# Maxwell Garnett formula and the shifted plasmon pole

## Statement

Permittivities are relative, fields vary as $e^{-i\omega t}$, and $\alpha$ is the intensity absorption coefficient to base $e$. Spheres of permittivity $\varepsilon_i$ and radius $R\ll\lambda$ fill a volume fraction $f$ of a host $\varepsilon_h$. Each sphere is assumed to be driven by the mean field in the host. Then (Maxwell Garnett, 1904)

$$\frac{\varepsilon_e-\varepsilon_h}{\varepsilon_e+2\varepsilon_h}=f\beta,\qquad \beta=\frac{\varepsilon_i-\varepsilon_h}{\varepsilon_i+2\varepsilon_h},\qquad \varepsilon_e=\varepsilon_h\frac{1+2f\beta}{1-f\beta}.$$

1. **Pole.** $\varepsilon_e$ diverges at $\varepsilon_i=-\varepsilon_h(2+f)/(1-f)$. For a lossy metal, "resonance" below means that $\varepsilon_i'=\mathrm{Re}\,\varepsilon_i$ takes this value.
2. **Conduction.** With $\varepsilon\to\sigma$, insulating spheres give $\sigma_e=\sigma_h\,2(1-f)/(2+f)$. This vanishes only at $f=1$, so there is no percolation threshold.
3. **Gold ruby glass, $f=10^{-5}$.** The model below has its resonance at 2.36 eV with $\alpha\approx16$ cm$^{-1}$, and the $f$-dependence of the pole shifts it by $-5.6$ µeV.

## Estimate by hand

*Position.* One free electron per Au atom, $n\approx6\times10^{22}$ cm$^{-3}$, gives $\hbar\omega_p\approx9$ eV. Displacing the electrons of a sphere in vacuum creates a polarisation $P$ and a restoring field $P/3\varepsilon_0$. One third of the field energy lies inside the sphere and two thirds outside. The two regions act as capacitors in parallel, and glass multiplies the outer one by $\varepsilon_h$, so 3 becomes $1+2\varepsilon_h$. With $\varepsilon_h\approx2$, $\hbar\omega_0\approx9/\sqrt5\approx4.0$ eV and $\lambda\approx1240/4=310$ nm.

*Shift.* The other spheres, oscillating in phase, supply the Lorentz field of the mean polarisation, $fP/3\varepsilon_0$, which opposes the restoring field. Ignoring the glass, $\omega^2\propto1-f$, so $\delta\omega/\omega=-f/2$ and $\hbar\,\delta\omega\approx-20$ µeV.

*Strength.* Put all conduction electrons into one oscillator of strength $f\omega_p^2$ and width $\gamma$. At its centre $\mathrm{Im}\,\varepsilon_e=f\omega_p^2/\gamma\omega$, and $\alpha=\omega\,\mathrm{Im}\,\varepsilon_e/n_hc=f\omega_p^2/n_hc\gamma$. With a Drude-like $\hbar\gamma\approx0.1$ eV, $n_h\approx1.5$ and $\hbar c\approx200$ eV nm, $\alpha\approx270$ cm$^{-1}$.

This predicts a strong, narrow ultraviolet line and a nearly colourless glass.

## Careful calculation

### Proof

Place one sphere in a uniform field $E_L$ along $z$. Laplace's equation is solved by $\phi_{\rm in}=-E_{\rm in}r\cos\theta$ and $\phi_{\rm out}=-E_Lr\cos\theta+bE_LR^3\cos\theta/r^2$. Continuity of $\phi$ and of normal $D$ at $r=R$ requires $E_{\rm in}=(1-b)E_L$ and $\varepsilon_iE_{\rm in}=\varepsilon_h(1+2b)E_L$. Hence $b=\beta$.

The dipole field outside has a $z$ component proportional to $3\cos^2\theta-1$, which averages to zero over every concentric shell. This motivates the closure that the mean field in the host equals $E_L$. Volume averages are then

$$\langle E\rangle=[(1-f)+f(1-\beta)]E_L=(1-f\beta)E_L,$$
$$\langle D\rangle/\varepsilon_0=\varepsilon_h[(1-f)+f(1+2\beta)]E_L=\varepsilon_h(1+2f\beta)E_L,$$

and their ratio is $\varepsilon_e$. The pole $f\beta=1$ reads $(1-f)\varepsilon_i+(2+f)\varepsilon_h=0$. Steady conduction obeys the same equations with $\sigma$ for $\varepsilon$, and $\sigma_i=0$ gives $\beta=-1/2$ and $\sigma_e=\sigma_h(1-f)/(1+f/2)$. The closure treats every inclusion as surrounded by host, so the host stays connected and the inclusions never link up. The missing threshold is a property of that assumption.

For real positive permittivities with $\varepsilon_h>\varepsilon_i$ the formula coincides with the Hashin–Shtrikman upper bound for isotropic mixtures. An interconnect dielectric with 30 % empty pores in SiO$_2$ (typical $\varepsilon_h\approx3.9$) has $\beta=-0.330$, and the model gives $k\le2.85$.

### Numbers for Au in glass

Near resonance take $\varepsilon_i'=\varepsilon_\infty-\omega_p^2/\omega^2$ and a constant $\varepsilon_i''$. The approximate inputs are the fcc lattice parameter $a=4.08$ Å, the free-electron mass, $\varepsilon_h=2.3$, $\varepsilon_\infty=10$, $\varepsilon_i''=2.4$ and $R=10$ nm. The values of $\varepsilon_\infty$ and $\varepsilon_i''$ stand for the polarisation of the $5d$ band and were chosen to reproduce the typical optical response of bulk Au in the green. The results are the model's numbers and are no independent prediction of the colour.

From $n=4/a^3=5.89\times10^{22}$ cm$^{-3}$, $\hbar\omega_p=\hbar\sqrt{ne^2/\varepsilon_0m_e}=9.01$ eV. The resonance condition gives

$$\omega(f)=\frac{\omega_p}{\sqrt{\mathcal D+3f\varepsilon_h/(1-f)}},\qquad \mathcal D=\varepsilon_\infty+2\varepsilon_h=14.6 .$$

Thus $\hbar\omega_0=2.36$ eV and $\lambda_0=526$ nm. Absorbing green light leaves the transmitted light red. To first order in $f$,

$$\frac{\delta\omega}{\omega_0}=-\frac{3\varepsilon_h}{2\mathcal D}f=-2.4\times10^{-6},$$

that is $-5.6$ µeV or $+1.2$ pm.

To first order $\varepsilon_e=\varepsilon_h(1+3f\beta)$, with $\beta=1-3\varepsilon_h/(\varepsilon_i+2\varepsilon_h)$, so

$$\mathrm{Im}\,\varepsilon_e=\frac{9f\varepsilon_h^2\,\varepsilon_i''}{(\varepsilon_i'+2\varepsilon_h)^2+\varepsilon_i''^2}.$$

The slope of $\varepsilon_i'$ at $\omega_0$ is $2\mathcal D/\omega_0$, so the full width is $\Gamma=\varepsilon_i''\omega_0/\mathcal D$ and $\hbar\Gamma=0.39$ eV. At resonance, with $n_h=\sqrt{\varepsilon_h}$,

$$\alpha=\frac{9f\varepsilon_h^{3/2}\omega_0}{c\,\varepsilon_i''}=\frac{f\omega_p^2}{n_hc\,\Gamma}\left(\frac{3\varepsilon_h}{\mathcal D}\right)^2\approx16\ \text{cm}^{-1}.$$

### Neglected terms

- **Pairs.** The pole shift first enters $\varepsilon_e/\varepsilon_h=1+3f\beta+3f^2\beta^2+\dots$ at order $f^2$, where close pairs also contribute. Two dipoles at distance $r$, with $s=\beta R^3/r^3$, respond with the orientation average $\tfrac13[(1-2s)^{-1}+2(1+s)^{-1}]=1+2s^2+\dots$. Integrating $2s^2$ over uniformly placed neighbours at $r>2R$, of number density $3f/4\pi R^3$, gives $f\beta^2/4$, which adds $\tfrac34f^2\beta^3$. At resonance $\beta=1+3i\varepsilon_h/\varepsilon_i''$ and $|\beta|=3.0$, so this term is $|\beta|/4=0.76$ of the mean-field one. For randomly placed particles, $-5.6$ µeV fixes only the order of magnitude of the concentration effect.
- **Retardation.** The Mie dipole coefficient, expanded in $x=n_h\omega R/c$, resonates at $\varepsilon_i'=-\varepsilon_h(2+\tfrac{12}{5}x^2)$. Here $x=0.18$ and $\tfrac{12}5x^2=0.079$, which is $2.6\times10^3$ times $3f$. The shift is $-15$ meV.
- **Temperature.** With the compiled linear expansion $14.2\times10^{-6}$ K$^{-1}$ at 293 K (Kaye and Laby Online, NPL), a freely expanding particle has $\omega_p\propto a^{-3/2}$ falling by $2.1\times10^{-5}$ per kelvin. Through this channel alone, warming by 0.11 K equals the concentration shift.
- **Surface scattering.** It adds about $\hbar v_F/R=0.09$ eV to the width, with the free-electron $v_F$ and a prefactor of order one set to unity. This lowers $\alpha$ to about 13 cm$^{-1}$.
- **Dispersion of $\varepsilon_i''$.** Interband loss rises towards the blue, which skews the band and moves its maximum by a fraction of $\Gamma$.

At $f=10^{-5}$ the glass is optically a set of independent spheres, and the shifted pole cannot be told from the single-particle one.

## Why the two differ

| Quantity | By hand | Careful model | Ratio |
|---|---|---|---|
| $\hbar\omega_0$ (eV) | 4.0 | 2.36 | 1.7 |
| $\hbar\,\delta\omega$ (µeV) | $-20$ | $-5.6$ | 3.6 |
| $\alpha$ (cm$^{-1}$) | 270 | 16 | 17 |

The estimate is the case $\varepsilon_\infty=1$, with the glass included only in the position and in $n_h$. Most of each gap comes from the $d$ electrons.

*Position.* The denominators are 5 and 14.6. Rounding $\varepsilon_h$ from 2.3 to 2 turns $1+2\varepsilon_h=5.6$ into 5 and accounts for a factor $\sqrt{5.6/5}=1.06$. The $d$ shells enlarge the inner capacitor from 1 to 10 and account for $\sqrt{14.6/5.6}=1.61$. The product is 1.7.

*Shift.* The Lorentz argument is exactly the Maxwell Garnett result for $\varepsilon_h=\varepsilon_\infty=1$, where $3\varepsilon_h/\mathcal D=1$. Neighbours change only the outer capacitor, by $3f\varepsilon_h$, and the large inner one dilutes the change. The relative shift falls by $\mathcal D/3\varepsilon_h=2.1$, and the lower frequency supplies the other 1.7, giving 3.6.

*Strength.* The two expressions for $\alpha$ differ by the local-field factor $(3\varepsilon_h/\mathcal D)^2$ and by the width. Glass alone would raise the strength by $(6.9/5.6)^2=1.52$, while $d$ screening lowers it by $(14.6/5.6)^2=6.80$, a net reduction of 4.48. The screening pushes the plasmon down to the interband edge, where it decays into $d\to sp$ excitations. A typical bulk Drude rate $\hbar\gamma_D\approx0.07$ eV supplies only $\gamma_D\mathcal D/\omega_0=0.43$ of $\varepsilon_i''=2.4$, and the remaining 2.0 is interband loss. The line is therefore 3.88 times wider than the assumed 0.1 eV, and $4.48\times3.88\approx17$.